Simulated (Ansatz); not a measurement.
## Strength of the O–Si bond: C3H8OSi → SiH2(CH3) + C2H3O

Species: C3H8OSi `C=CO[SiH2]C`, singlet; SiH2(CH3), doublet; C2H3O `C=C[O]`, doublet. 

Shapes, held fixed at every level: PBE0-D4/def2-TZVP. Flexible molecules stand in one conformer, not always the lowest. Programs: Ansatz 0.2.0. Electronic energies: no zero-point or thermal term.

Question: Estimate ΔE of this reaction.

Answer: B2PLYP/def2-TZVPP gives ΔE = +389.9 kJ/mol; the levels span +287.1 to +409.2. The median of the levels is +384.4. Hartree–Fock misses the correlation of the pair that is broken and comes out low. No measured value is set beside it here. Spin contamination: C2H3O (⟨S²⟩ up to 0.92). Open shells run unrestricted unless RO is named.

```json
{"level": "HF/def2-TZVPP", "kind": "Hartree–Fock", "ΔE (kJ/mol)": "+287.1"}
{"level": "PBE-D4/def2-TZVPP", "kind": "GGA", "ΔE (kJ/mol)": "+374.9"}
{"level": "r2SCAN-D4/def2-TZVPP", "kind": "meta-GGA", "ΔE (kJ/mol)": "+371.3"}
{"level": "B3LYP-D4/def2-TZVPP", "kind": "global hybrid", "ΔE (kJ/mol)": "+384.4"}
{"level": "wB97M-V/def2-TZVPP", "kind": "range-separated hybrid", "ΔE (kJ/mol)": "+409.2"}
{"level": "wB97X-V/def2-TZVPP", "kind": "range-separated hybrid", "ΔE (kJ/mol)": "+401.3"}
{"level": "B2PLYP/def2-TZVPP", "kind": "double hybrid", "ΔE (kJ/mol)": "+389.9"}
```

Every correlated level describes a strong O–Si bond, with ΔE between +371.3 and +409.2 kJ/mol. The strength comes from the large electronegativity difference between silicon and oxygen, which gives the σ bond a substantial ionic component that is lost on homolysis into neutral radicals.

The oxygen fragment works in the other direction. Once released, vinoxy is no localised alkoxy radical: its unpaired electron is shared between oxygen and the terminal carbon, and the C–O bond gains carbonyl character. This stabilisation lowers the cost of cleavage relative to a comparable saturated alkoxysilane, so the reaction energy reflects the radical formed as well as the bond broken.

The two semilocal functionals give the lowest correlated values and the two range-separated hybrids the highest, probably in part because they differ in how strongly they favour the delocalised radical. The calculations support a strong bond, but the spread among the functionals is too wide to fix its energy closely. ΔE should not be transferred to Si–O bonds whose cleavage leaves a localised oxygen radical.
